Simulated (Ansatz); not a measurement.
# A series in volume scale on Co

Free energy against uniform scaling of the volume at fixed shape and fractions; periodic cell, basis, potentials, k mesh and filling as listed. The results are calculated, by Ansatz 0.2.0.

The cell before it is scaled or strained (space group P6_3/mmc, No. 194):
```
cell vectors (Å)
   2.5157     0.0000     0.0000
  -1.2579     2.1787     0.0000
   0.0000     0.0000     4.0834
atoms (fractions of the cell vectors)
Co  0.33333  0.66667  0.25000
Co  0.66667  0.33333  0.75000
```

Settings of every row: functional PBEsol; dispersion none; potentials PAW; wave cutoff 510 eV; density cutoff 2040 eV; k mesh 13x13x7; k shift 0x0x0; occupations fermi dirac; smearing width 0.1 eV; spin collinear.

Limits: coarse k mesh, up to 40 meV an atom off; minimum outside the range; state may not be the lowest.

| row | volume scale | V (Å³/atom) | energy above lowest point (meV/atom) |
| --- | --- | --- | --- |
| 1 | 0.9406 | 10.526 | 0 |
| 2 | 0.9703 | 10.858 | 13.9 |
| 3 | 1 | 11.19 | 40.5 |
| 4 | 1.0297 | 11.523 | ? |
| 5 | 1.0594 | 11.855 | 123.2 |

Question: what energy above lowest point should row 4 give?

Worked fit of energy above lowest point. Take u = (V_r/V)^(2/3) − 1 with V_r = 11.024 Å³ an atom, which is twice the finite (Eulerian) strain; such expansions in the strain, on which the Birch-Murnaghan equation of state is built, carry the rest volume and the bulk modulus. The shown rows have u = 0.0313, 0.01017, -0.00991, -0.0473. Least squares give energy above lowest point = 25.8 − 1317.1 × u + 15696 × u² meV/atom; a straight line predicts inner rows, each left out in turn, worse (root mean square 15 against 0.26 meV/atom). The rows lie off it by 0.0, -0.1, 0.1, 0.0. The withheld row has u = -0.02908, so the fit gives 25.8 − 1317.1 × (-0.02908) + 15696 × (-0.02908)² = 77.4 meV/atom.

The calculation gave 77.5 meV/atom. The fit lies 0.1 meV/atom (0.081 % of the column's range) below it, one unit of the last digit.
